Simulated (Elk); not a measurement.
# Refractive-index dispersion of KF below its gap in the RPA on PBE bands: test of the single-oscillator law

Potassium fluoride is a rock-salt crystal of K⁺ and F⁻ ions. Its lowest electronic excitations lift electrons from the filled fluorine 2p band into empty states with much potassium character. The members of this series are photon energies in that one crystal, all below its smallest direct gap. For lenses, windows and coatings it is useful to know whether two constants describe the index over a wide part of the transparent range. We test this with the computed electronic index, taken relative to vacuum, by following 1/(n² − 1) against the square of the photon energy. A single oscillator would give a falling straight line. The test concerns the computed spectrum; no measured index is compared here.

## Calculations

The measured cell of a diffraction database, fixed. Elk 11.2.3 (patched build), all-electron APW+lo (R·K(max) = 7), PBE, no spin polarisation, no spin-orbit coupling, clamped ions. RPA dielectric function with local fields on a k mesh of 11×11×11, Lorentzian broadening 0.1 eV; the rows are a selection of common laser wavelengths, read off the computed spectrum below 72 % of the smallest direct gap; n is the real part of √ε. Smallest direct gap on the mesh: 6.21 eV (PBE).

Notes on method and selection:

- Excitons and lattice vibrations are left out; a gap that is too small makes n too large and too dispersive.
- Crystals whose gap closes at the zone centre at the semilocal level were left out.
- Runs that did not converge, have known faults or may not be shown are not listed, and runs on Ansatz's PAW sets soft_1 and soft_2 are kept to separate tables.

Columns:

- E² (eV²): square of the photon energy.
- E (eV): photon energy.
- n: refractive index.

Input lines of one member:

```
tasks
  320
fxctype
  1
gmaxrf
  2.2
optcomp
  1 1
xctype
  20
nempty
  14
```

## Computed values

| member | E² (eV²) | E (eV) | 1/(n² − 1) | n |
| --- | --- | --- | --- | --- |
| 1550 nm | 0.64 | 0.80 | 1.1760 | 1.360 |
| 800 nm | 2.40 | 1.55 | 1.1630 | 1.364 |
| 633 nm | 3.84 | 1.96 | 1.1522 | 1.367 |
| 450 nm | 7.59 | 2.75 | ? | ? |
| 405 nm | 9.37 | 3.06 | 1.1091 | 1.379 |
| 308 nm | 16.20 | 4.03 | 1.0513 | 1.397 |

Cells marked ? are withheld until the estimate has been made.

Least-squares fits to the members shown, with x = E² (eV²); R² and errors in the fitted variable (y, or ln y where the fit is in ln y):

| y | members | fit | R² | rms residual | leave-one-out rms | the same for the mean of the others |
| --- | --- | --- | --- | --- | --- | --- |
| 1/(n² − 1) | 5 | y = 1.1824 − 0.0080178 x | 1.00 | 0.0012 | 0.0029 | 0.057 |
| n | 5 | y = 1.3581 + 0.0023611 x | 1.00 | 6.6×10⁻⁴ | 0.0016 | 0.017 |

## What drives the series

The single-oscillator law holds closely, but not exactly. From 1550 nm to 308 nm, 1/(n² − 1) falls at every step while n rises from 1.360 to 1.397. The straight line has a leave-one-out error of 0.0029, against 0.057 for the mean of the other members.

The law reads n² − 1 = E_d·E₀/(E₀² − E²), where E₀ is the oscillator energy and E_d its strength. Intercept divided by slope then gives E₀² = 1.1824 / 0.0080178 = 147 eV², so E₀ is about 12 eV. This is about twice the smallest direct gap of 6.21 eV. E₀ is therefore not a gap but an effective centre of the absorption, which extends far above the threshold. Because even the 308 nm photon lies well below that centre, the dispersion is weak.

The departure from the line is systematic. Between 1550 and 800 nm the slope is (1.1630 − 1.1760) / (2.40 − 0.64) = −0.00739 per eV². Between 405 and 308 nm it is (1.0513 − 1.1091) / (16.20 − 9.37) = −0.00846 per eV², steeper by a factor of 0.00846 / 0.00739 = 1.14. The two intervals between them have intermediate slopes, in order.

A spread of oscillator energies produces this bend. As the photon energy rises, the transitions nearest the gap respond more strongly than those far above it, so n² − 1 grows faster than one fixed oscillator allows. Theory requires the resulting curve of 1/(n² − 1) to bend downwards, as the rows do.



## Predicting the missing value

Plain estimates from the members shown:

- 450 nm, fit at x = 7.59: 1.1215
- 450 nm, straight-line interpolation between 633 nm and 405 nm: w = (7.59 − 3.84) / (9.37 − 3.84) = 0.678, so 1.1522 + 0.678 × (1.1091 − 1.1522) = 1.1230

The interpolation between 633 and 405 nm is the better starting point, because the global line averages over slopes that change steadily. Since the curve bends downwards, a chord between two neighbours lies slightly below it, and the estimate needs a small upward correction.

We obtain the correction from the parabola through 633, 405 and 308 nm. The slopes of its two intervals are −0.00779 and −0.00846 per eV², which gives a quadratic coefficient of (−0.00846 + 0.00779) / (16.20 − 3.84) = −0.000054 per eV⁴. At 450 nm the correction is −0.000054 × (7.59 − 3.84) × (7.59 − 9.37) = +0.00036. The estimate is then 1.1522 − 0.00779 × 3.75 + 0.00036 = 1.1233.

The same construction can be tried on shown members. The parabola through 800, 405 and 308 nm comes out about 0.0001 too high at 633 nm. The parabola through 800, 633 and 308 nm comes out about 0.0002 too low at 405 nm. These misses of 0.0001 and 0.0002 set the error bar, for which we take the larger.

The crystal, cell and numerical settings are the same in every row, so nothing in the chemistry calls for a further shift.

**Committed estimate, 450 nm: 1/(n² − 1) = 1.1233 ± 0.0002.**

## The withheld result

| member | E² (eV²) | E (eV) | 1/(n² − 1) | n |
| --- | --- | --- | --- | --- |
| 450 nm | 7.59 | 2.75 | 1.1233 | 1.375 |

| member | estimate | 1/(n² − 1) | computed | estimate − computed | miss in error bars |
| --- | --- | --- | --- | --- | --- |
| 450 nm | committed | 1.1233 | 1.1233 | 0.0000 | 0.0 |
| 450 nm | fit | 1.1215 | 1.1233 | −0.0018 |  |
| 450 nm | interpolation | 1.1230 | 1.1233 | −0.0003 |  |

The estimate of 1.1233 agrees with the computed value to the last printed digit and so lies inside its error bar of 0.0002. Straight-line interpolation was 0.0003 too low and the global fit 0.0018 too low. Agreement this close is better than the method should be expected to give each time, since its trials on shown members missed by 0.0001 and 0.0002.

The argument from curvature held in sign and size: the correction of +0.00036 to the chord was what the interpolation lacked. The new row also keeps the slopes in order. They are (1.1233 − 1.1522) / (7.59 − 3.84) = −0.0077 per eV² from 633 to 450 nm and (1.1091 − 1.1233) / (9.37 − 7.59) = −0.0080 per eV² from 450 to 405 nm.

This fits a spread of oscillator energies, but it is a mild test of that mechanism, because any smooth curve with the same bend would have given nearly the same value between such close neighbours.

## Members off the line

Least-squares fits to the whole series, with x = E² (eV²); R² and errors in the fitted variable (y, or ln y where the fit is in ln y):

| y | members | fit | R² | rms residual | leave-one-out rms | the same for the mean of the others |
| --- | --- | --- | --- | --- | --- | --- |
| 1/(n² − 1) | 6 | y = 1.1826 − 0.0080076 x | 1.00 | 0.0013 | 0.0028 | 0.050 |
| n | 6 | y = 1.35795 + 0.00235545 x | 1.00 | 7.0×10⁻⁴ | 0.0016 | 0.015 |

Largest departures from the fit to the whole series:

| member | 1/(n² − 1) | fit | computed − fit | in rms residuals |
| --- | --- | --- | --- | --- |
| 308 nm | 1.0513 | 1.0529 | −0.0016 | 1.3 |
| 405 nm | 1.1091 | 1.1076 | +0.0015 | 1.2 |
| 450 nm | 1.1233 | 1.1218 | +0.0015 | 1.2 |
| 1550 nm | 1.1760 | 1.1775 | −0.0015 | 1.2 |

None stands out: the largest departure, at 308 nm, is 1.3 rms residuals. The signs do form a pattern, with 1550 and 308 nm about 0.0015 below the line and 450 and 405 nm as far above it, which is what a straight line leaves when it is drawn through a curve that bends downwards.

## Conclusions

Between 0.80 and 4.03 eV the computed index follows n² = 1 + 1/(1.1826 − 0.0080076 E²), with E in eV. The leave-one-out error of 0.0028 in 1/(n² − 1) is multiplied by (n² − 1)²/(2n) to give an error in n. Near 450 nm that is about 0.0008, half the 0.0016 of a straight line in n itself. Where that is too coarse, a parabola through three neighbouring rows does better.

For an uncoated surface at normal incidence, the reflected share ((n − 1)/(n + 1))² is ((1.367 − 1) / (1.367 + 1))² = 2.4 % at 633 nm and ((1.397 − 1) / (1.397 + 1))² = 2.7 % at 308 nm.

The whole spread of n in the table is only 0.037. The PBE gap, which is too small, raises n, while the missing electron–hole attraction lowers it, so the two errors act against each other; the rows do not show how far they cancel. The small error of the fit is therefore no measure of the accuracy of the index.

[Logs are printed without paths, hosts, clocks, repeated set-up lines and the standing remarks that a program may print on its own settings, such as how far it seeks lower states.]
